A boron splitting in the spin-resonance spectrum of a silica layer forces a decision: should a treatment meant to quench the centre aim at boron, or at the oxygen around it? The splitting shows that the boron nucleus feels the unpaired spin. Whether the spin lives there is another matter, and the answer suggests which atom is the likelier site of reaction.

Boron on a silicon site in SiO2, neutral 48-atom supercell with relaxed ions, computed with Ansatz 0.2.0 using spin-polarised, scalar-relativistic PBE, default PAW datasets, a plane-wave cutoff of 420 eV and a 3×3×3 k-point mesh. The hyperfine constant A, defined by H = A I·S, comes from the contact spin density alone, with responding cores.

| atom | like atoms | distance from the defect (Å) | site moment (muB) | mass number | isotropic hyperfine constant (MHz) |
| --- | --- | --- | --- | --- | --- |
| B1 | 1 | 0.20 | -0.01 | 11 | -13.2 |
| O30 | 2 | 1.36 | 0.15 | 17 | -9.2 |
| O17 | 2 | 1.58 | 0.12 | 17 | -7.3 |
| Si5 | 2 | 2.87 | 0.00 | 29 | 10.2 |
| Si7 | 2 | 3.09 | 0.00 | 29 | 8.0 |
| O21 | 2 | 3.52 | 0.02 | 17 | -0.4 |
| O31 | 2 | 3.63 | 0.00 | 17 | 0.5 |
| O28 | 2 | 3.75 | 0.02 | 17 | -2.2 |
| O23 | 2 | 4.08 | 0.02 | 17 | -0.8 |
| O25 | 2 | 4.13 | 0.02 | 17 | -1.8 |
| Si9 | 2 | 4.47 | 0.00 | 29 | 1.2 |
| Si3 | 2 | 4.85 | 0.00 | 29 | 0.7 |
| Si11 | 1 | 5.00 | 0.00 | 29 | 2.0 |
| Si12 | 1 | 5.01 | 0.00 | 29 | 1.2 |

Boron has one valence electron fewer than the silicon it replaces, so the neutral defect holds one hole, and with it one unpaired spin. The isotropic hyperfine constant $A$ measures how much of that spin is found exactly at a nucleus. The site moment measures how much is found in a region around the atom. The ions were relaxed in a fixed cell, and distances in the table are counted from a reference point 0.20 Å away from the boron nucleus, so those of the nearest oxygens are not bond lengths. Three readings of the table compete: the spin sits on boron, where $A$ is largest; it forms a cloud that thins out smoothly with distance; or it sits on certain oxygen atoms and disturbs the bonds that start from them.

**The first row: boron.** The first reading is tempting, because no other nucleus in the table reaches the size of boron's −13.2 MHz. Yet the site moment of boron is only −0.01 $\mu_\mathrm{B}$, and its sign is opposite to that of the total spin. An atom that held the hole would have a large positive moment. In this calculation, then, boron feels the spin without carrying it.

The size of $A$ misleads for two reasons. It counts only the spin at the nucleus itself, not the spin in the region around it, and it contains the strength of the nuclear magnet. To remove the second effect, one divides by the nuclear g factor $g_N$:

$$D = \frac{A}{g_N}.$$

The quantity $D$ is proportional to the spin density at the nucleus. Its sign can be compared safely between elements, its size only roughly, because an s electron is denser at some nuclei than at others. Rough recalled values of $g_N$ are 1.8 for boron, −0.76 for oxygen and −1.1 for silicon, each for the isotope given by the mass number.

This division regroups the rows. Boron and oxygen, whose $A$ values are both negative near the defect, part company: $D$ is negative at boron and positive at the nearest oxygens. Silicon, whose $A$ is positive, joins boron on the negative side. The signs now follow the chemistry, with oxygen on one side and the atoms bonded to it on the other. The one exception is O31, whose $A$ is too small for its sign to be trusted. The same caution applies to the other weak couplings, so the pattern rests on the first five rows.

**The next two rows: the nearest oxygens.** O30 and O17 each stand for two like atoms (the number in a label counts atoms and is not a mass number). Together these four oxygens hold 0.54 $\mu_\mathrm{B}$, about half of the one unpaired spin, and no other atom in the table comes near them. The rest is spread over farther oxygens, atoms not listed and the space outside the site regions. The hole thus sits mainly on these four oxygens, as far as the calculation can tell.

That last condition matters. Semilocal functionals spread such holes too far: for the related aluminium centre in quartz they share the hole among several oxygens, while experiment at low temperature finds it on one. This run also kept a twofold symmetry, which forces equal spin on the two atoms of each pair. A hole on a single oxygen was therefore never tested, and the even sharing may be an artefact.

If the hole is on oxygen, why is $A$ so small there? A full valence s electron would give oxygen roughly −5300 MHz, again a recalled value. If the moment of 0.15 $\mu_\mathrm{B}$ on O30 were of s type, $A$ would be about 0.15 × (−5300), or −800 MHz, instead of −9.2 MHz. The hole must be almost purely p-like, and a p orbital vanishes at the nucleus. What remains can come from a trace of s character and from an indirect effect: the p spin slightly separates the two spins of the s shells, which do reach the nucleus. Semilocal functionals underestimate the part of this effect that comes from the core shells, so the calculated constants are less certain than their digits suggest.

The same indirect effect can cross a bond. Electrons of like spin are favoured by exchange, so in a bond between oxygen and a neighbour the electron whose spin matches that on oxygen leans towards oxygen. The opposite spin is left in slight excess on the neighbour. This is the standard picture of spin polarisation, and it gives the negative density at boron. The table shows the sign; the mechanism behind it is argued from theory.

**The silicon plateau.** Si5 and Si7 put the cloud picture to the test. Silica is a network of tetrahedra joined at their corners, so each of the four nearest oxygens should link boron to one silicon, and these two rows contain just four silicon atoms. Their site moments round to zero. Even so, their $D$ is comparable in size with that of the oxygens that carry the hole.

A smooth decay does not lead one to expect this. From O17 to Si5 the distance grows from 1.58 to 2.87 Å, and a $1/r^3$ law would weaken the coupling by $(2.87/1.58)^3$, a factor of 6. The calculated $D$ hardly changes in size, and as a share of a full s electron, which allows for the difference between the elements, the coupling even grows, from 0.14 to 0.22 %. The $1/r^3$ law in fact belongs to the dipolar part of the hyperfine interaction, which depends on direction and is not contained in $A$.

The bond picture also makes a rough statement about relative sizes. Boron should be bonded to all four hole-bearing oxygens, each of these silicons to only one. If the effects simply add and both elements respond alike, boron should show four times silicon's share of a full s electron. The ratio comes out at about 2.7. The direction is right, but the simple addition overshoots, and the table cannot tell which of the two assumptions fails.

**The drop beyond 3.1 Å.** After Si7 the coupling falls abruptly. Even the largest $D$ among the farther sites, that of O28, is 2.5 times smaller than that of Si7. As a share of a full s electron the gap is wider, with at most 0.04 % farther out against 0.17 % at Si7. In the bond picture this is the place where direct contact with the hole ends: the atoms farther out neither carry much of it nor are bonded to the four oxygens that do.

Two simple models of the size of $D$ were fitted to all rows except boron, and the output below gives both. One is an exponential decay with distance. The other has only two levels, one for the hole-bearing oxygens and the silicons bonded to them, one for everything farther out. Boron was left out because it is the defect atom itself and not a point on an outward decay.

Each model has two adjustable constants, and the two-level one does better, with a typical miss of 1.2 MHz against 1.9 MHz. The exponential fails most at Si5, where it gives about half the calculated value. Still, the fit alone does not prove that bonds are the cause, since a sharp cutoff in distance just beyond Si7 would sort the rows in the same way. The alternation of sign is the separate piece of evidence, because a cloud of one spin has no negative regions.

**The outer oxygens.** Farther out, small amounts of the hole reappear on oxygen, and here the link between moment and coupling can be tried on new rows. On O30 the ratio is −9.2 MHz divided by 0.15 $\mu_\mathrm{B}$, or −61 MHz per $\mu_\mathrm{B}$, and O17 gives the same. An outer oxygen with 0.02 $\mu_\mathrm{B}$ should then have an $A$ of 0.02 × (−61), about −1.2 MHz. None of the outer rows was used to set this ratio.

The four outer rows with that moment average −1.3 MHz, which agrees well. Singly they do not: they run from −0.4 MHz at O21 to −2.2 MHz at O28, a wider spread than the rounding of the moments allows. The rule gives the general size on oxygen but not the value at a given site. Contact densities this small are also uncertain by about their own size, so the good average may owe something to chance.

**The last four silicons.** From Si9 outwards the table no longer describes a lone defect. The supercell repeats every 9.9 Å, so atoms near 5 Å lie about halfway between two copies of the defect and feel both. That Si11 has a larger $A$ than the nearer Si3 should not be given a cause.

For the decision at the start, the calculation points to oxygen, provided that the measured centre is the one modelled here, a neutral boron on a silicon site. The practical rule is to divide each coupling by its nuclear g factor, look for the atoms with a sizeable moment, and expect opposite spin density on the atoms bonded to them if the spin sits in a p orbital that stands across the bond. A p orbital that points along the bond can instead pass spin of its own sign to the neighbour. What the table leaves open is how many oxygens share the hole. To settle that, the calculation would have to start from a hole on one oxygen, without the twofold symmetry, and use a functional that does not favour spreading.

Printed output of the fit:

```
Contact spin density by site:
   row  A over nuclear g (MHz)  share of a full s electron (%)
    B1                  -7.333                          -0.528
   O30                   12.11                          0.1736
   O17                   9.605                          0.1377
   Si5                  -9.273                         -0.2217
   Si7                  -7.273                         -0.1739
   O21                  0.5263                        0.007547
   O31                 -0.6579                       -0.009434
   O28                   2.895                         0.04151
   O23                   1.053                         0.01509
   O25                   2.368                         0.03396
   Si9                  -1.091                        -0.02609
   Si3                 -0.6364                        -0.01522
  Si11                  -1.818                        -0.04348
  Si12                  -1.091                        -0.02609
fit of dsize on 13 rows (r > 1): coefficient of exp(-r/s) 27.86 +/- 3, s 1.648; rms 1.88, worst Si5 -4.39, leave-one-out rms 2.16
  rows outside the fit (model, value, miss): B1 24.67, 7.333, 17.3
fit of dsize on 13 rows (r > 1): coefficient of near 9.564 +/- 0.63, coefficient of far 1.348 +/- 0.42; rms 1.15, worst O30 -2.54, leave-one-out rms 1.47
  rows outside the fit (model, value, miss): B1 9.564, 7.333, 2.23
Moment on the four nearest O together (muB): 0.54
Fall from O17 to Si5 expected from 1/r^3 (factor): 5.993
Fall from O17 to Si5 found in A over g (factor): 1.036
Fall from Si7 to the largest farther site in A over g (factor): 2.512
A per site moment on O30 (MHz per muB): -61.33
A per site moment on O17 (MHz per muB): -60.83
A expected for a far O with moment 0.02 muB (MHz): -1.222
Mean A of the four far O rows with moment 0.02 muB (MHz): -1.3
A of O30 if its whole moment were s-like (MHz): -795
Share of a full s electron, B1 over mean of Si5 and Si7 (ratio): 2.669
```
